## When a gap is better than the energies behind it

A chemist who wants the ionisation energy of a small radical must decide how far up the ladder of correlated methods to pay. For the hydrogen-bridged radical BH₂Si the cheap second-order method MP2 seems to settle the matter, since it lands closer to the reference than the costlier CCSD. Whether that result can be trusted depends on where the agreement comes from. The gap here is the energy needed to remove one electron with the atoms held fixed and leave the cation in a singlet state, 8.777 eV at the reference level.

Errors in the vertical ionisation energy of BH₂Si, from the neutral doublet (UHF determinant) to the singlet cation (RHF determinant), at the fixed PBE0/def2-TZVP geometry. All levels use the cc-pVTZ basis and frozen cores, and the reference is CCSDT(Q). The calculations used Ansatz 0.2.0 and an in-house AFQMC program, afq 1.

| level | this level less the reference (CCSDT(Q), same basis) (meV) | statistical noise, one standard error (meV) |
| --- | --- | --- |
| HF | -720.0 | 0.000 |
| MP2 | -6.0 | 0.000 |
| CCSD | -108.0 | 0.000 |
| CCSD(T) | -13.0 | 0.000 |
| CCSDT | -6.0 | 0.000 |
| ph-AFQMC/CISD | -16.0 | 7.000 |
| released AFQMC | -8.0 | 7.000 |

### One error made of two

The column headed "this level less the reference" gives the error of an energy difference. Let $\Delta_N$ be the height of a method's energy above the reference energy in the neutral radical, and $\Delta_C$ the same for the cation. The error of the ionisation energy is then

$$\delta I=\Delta_C-\Delta_N .$$

Two limiting cases show what this means. If a method is exact in both states, $\delta I$ vanishes; if it is poor by the same amount in both, $\delta I$ vanishes too. A small entry in the table therefore shows that a method is balanced, and only the separate energies can show that it is accurate. The total energies of the neutral come from the same calculations, and adding the gap error to $\Delta_N$ gives $\Delta_C$. The printed analysis after this text lists both.

### Why Hartree–Fock makes the electron too easy to remove

Hartree–Fock (HF) lets each electron feel only the average field of the others. It leaves out correlation, the lowering of the energy that comes from electrons avoiding one another in detail. The neutral has one electron more than the cation and gains more from this avoidance. Without it the neutral lies too high relative to the cation, and the ionisation energy comes out 720 meV too small, about 8% of the gap.

The size of this error can be set against two simple models, neither of which is a strict bound. In one, the departing electron is not correlated with the others and leaves their correlation unchanged, so HF makes no error in the gap. In the other, every pair of electrons contributes equally to the correlation energy, and ionisation removes a share of that energy equal to the share of pairs lost. The neutral has nine electrons outside the frozen cores and the cation eight, so the number of pairs falls from $9\times8/2=36$ to $8\times7/2=28$.

The correlation energy of the neutral, measured from HF to the reference, is 6398 meV. The equal-pair model thus predicts a loss of

$$\frac{36-28}{36}\times 6398\ \text{meV}\approx 1422\ \text{meV}.$$

The calculated loss is 720 meV, about half as much. The estimate has no fitted parameter; it gets the sign and the order of magnitude right and fails by a factor of two.

The failure is instructive, because pairs are not alike. Two electrons of opposite spin in the same orbital are close together and correlate strongly. The neutral has a single unpaired electron, in an orbital that changes sign across the molecular plane. If this is the electron that leaves, as the singlet state of the cation suggests, no such tight pair is broken. Its departure also empties a low-lying orbital into which the remaining electrons can be excited, which gives the cation some correlation of its own. Theory supports both effects, though the energies do not separate them.

Helium and lithium atoms make the contrast plain. Ionising helium breaks up its only pair and costs all its correlation energy, roughly 1 eV. Ionising lithium removes an electron that has no partner in its orbital, and the loss is only some hundredths of an eV (both are rough recalled values). BH₂Si resembles lithium in that the electron leaves no partner behind. The likeness ends there, because lithium's remaining pair sits in a compact core, whereas the odd electron of BH₂Si shares the valence region with four pairs.

One caution applies to the HF value. The runs warn of a restricted determinant that is unstable, and the cation is the state described by a restricted determinant. A lower, unrestricted solution would bring the cation's HF energy down and make the HF gap smaller still. The sign of the HF error does not depend on this choice, but its exact size does. The MP2 energy of the cation is built on the same determinant, so the close agreement of the MP2 gap may depend on the choice as well.

### Why MP2 looks better than CCSD

MP2 adds correlation to second order and brings the gap to within 6 meV of the reference. Its energies are far less impressive: it leaves the neutral 1195 meV too high and the cation 1189 meV too high. Nearly the whole error cancels in the difference. The good gap is thus a matter of balance between two poor energies.

CCSD treats single and double excitations to all orders, so that the pairs influence one another. It reduces the errors to 341 meV in the neutral and 233 meV in the cation. Both energies are much better than those of MP2, yet the gap is worse, at 108 meV below the reference. The reason is that the step from MP2 to CCSD lowers the cation about 100 meV more than the neutral.

Why the cation gains more in this step is less certain. A plausible cause is the orbital emptied by ionisation. Excitations into a low-lying empty orbital need little energy, and second-order theory is least reliable for such excitations. The instability of the restricted determinant fits this picture, but no calculation here isolates the effect.

### What the triples restore

CCSD still lacks the correlated motion of three electrons at a time. The correction written (T) estimates it, and lowers the neutral by 285 meV but the cation by only 190 meV. The ionisation energy rises by the difference, 95 meV, and most of the CCSD error disappears. The direction is reasonable: the odd electron can take part in groups of three with all the others, and these groups vanish when it leaves.

The fall from MP2 to CCSD and the recovery at CCSD(T) therefore have different origins. In the first step the cation gains more, through a better treatment of double excitations. In the second the neutral gains more, through triple excitations. MP2 omits both contributions, which are nearly equal in size and opposite in their effect on the gap. That is why it appears to have reached the end of the ladder at its first rung.

Beyond CCSD(T) the changes are small. Treating the triples in full raises the gap by 7 meV, and the estimate of quadruples in the reference raises it by another 6 meV. MP2 and CCSDT show the same gap error, but CCSDT lies only 17 meV above the reference in the neutral, where MP2 is more than 1 eV too high. Equal entries in the table can thus stand for very different descriptions of the molecule.

### A second kind of cancellation

The two AFQMC rows reach the ground state by a random walk instead of a sequence of excitations. The phaseless version keeps the walk stable by means of a constraint based on an approximate wavefunction, and this introduces a bias. In the neutral the energy lies about 30 meV too high, and the average after the constraint is let go lies $26\pm7$ meV lower, if the noise of the two averages is independent. This suggests that the constraint causes at least part of the deviation in that state. How large a part is uncertain, because the constrained average also drifted by about twice its noise during the run.

In the gap, part of this error seems to cancel, because the constrained energy of the cation also comes out too high, by about 14 meV with a noise of several meV. The phaseless error of $-16\pm7$ meV is 2.3 times its noise, so some bias probably remains in the ionisation energy. The released error of $-8\pm7$ meV is consistent with zero, but the change between the two rows lies within their combined noise, so the table can't show that release improves the gap. Nor are the small AFQMC errors an independent test, because CCSDT(Q) was accepted as the reference only on condition that it and the released walk agreed within 25 to 40 meV.

### What this means for the choice of method

For this radical, CCSD(T) is the first rung of the coupled-cluster ladder at which the gap is good because both energies are good. It leaves each state within about 60 meV of the reference and the gap within 13 meV. MP2 gives a closer number, but it relies on a cancellation that the next rung already upsets. These errors are measured within one basis set and with frozen cores, so they tell how well each method treats correlation there, and not how far it lies from experiment.

A useful habit follows from $\delta I=\Delta_C-\Delta_N$. Before trusting a small error in a gap, one should look at the error in each state or, where no reference exists, at how much each energy still changes from one rung to the next. Then one should ask what the departing electron takes with it: a close partner, or only its looser correlation with the other pairs.

The analysis program printed:

```
Energy above the reference in each state and share of correlation recovered:
             row  neutral miss in meV  cation miss in meV  gap error in meV  neutral share in %  cation share in %  share of gap correction in %
              HF                 6398                5678              -720                   0                  0                             0
             MP2                 1195                1189                -6               81.32              79.06                         99.17
            CCSD                  341                 233              -108               94.67               95.9                            85
         CCSD(T)                55.68               42.68               -13               99.13              99.25                         98.19
           CCSDT                16.74               10.74                -6               99.74              99.81                         99.17
   ph-AFQMC/CISD                30.07               14.07               -16               99.53              99.75                         97.78
  released AFQMC                 4.12               -3.88                -8               99.94              100.1                         98.89
HF gap error as share of the reference gap of 8.777 eV in %: -8.203
Gap change from HF to MP2 in meV: 714
Gap change from MP2 to CCSD in meV: -102
Gap change from CCSD to CCSD(T) in meV: 95
Gap change from CCSD(T) to CCSDT in meV: 7
Gap change from CCSDT to CCSDT(Q) in meV: 6
Neutral lowered from MP2 to CCSD in meV: 853.8
Cation lowered from MP2 to CCSD in meV: 955.8
Neutral lowered by (T) in meV: 285.3
Cation lowered by (T) in meV: 190.3
Electron pairs in the neutral: 36
Electron pairs in the cation: 28
Share of pairs lost on ionisation in %: 22.22
Share of correlation energy lost on ionisation in %: 11.25
Correlation loss if all pairs counted alike in meV: 1422
Neutral lowered by release of the constraint in meV: 25.95
Noise of that lowering if independent in meV: 7.339
Phaseless gap error in units of its noise: 2.286
Released gap error in units of its noise: 1.143
Gap change on release in meV: 8
```
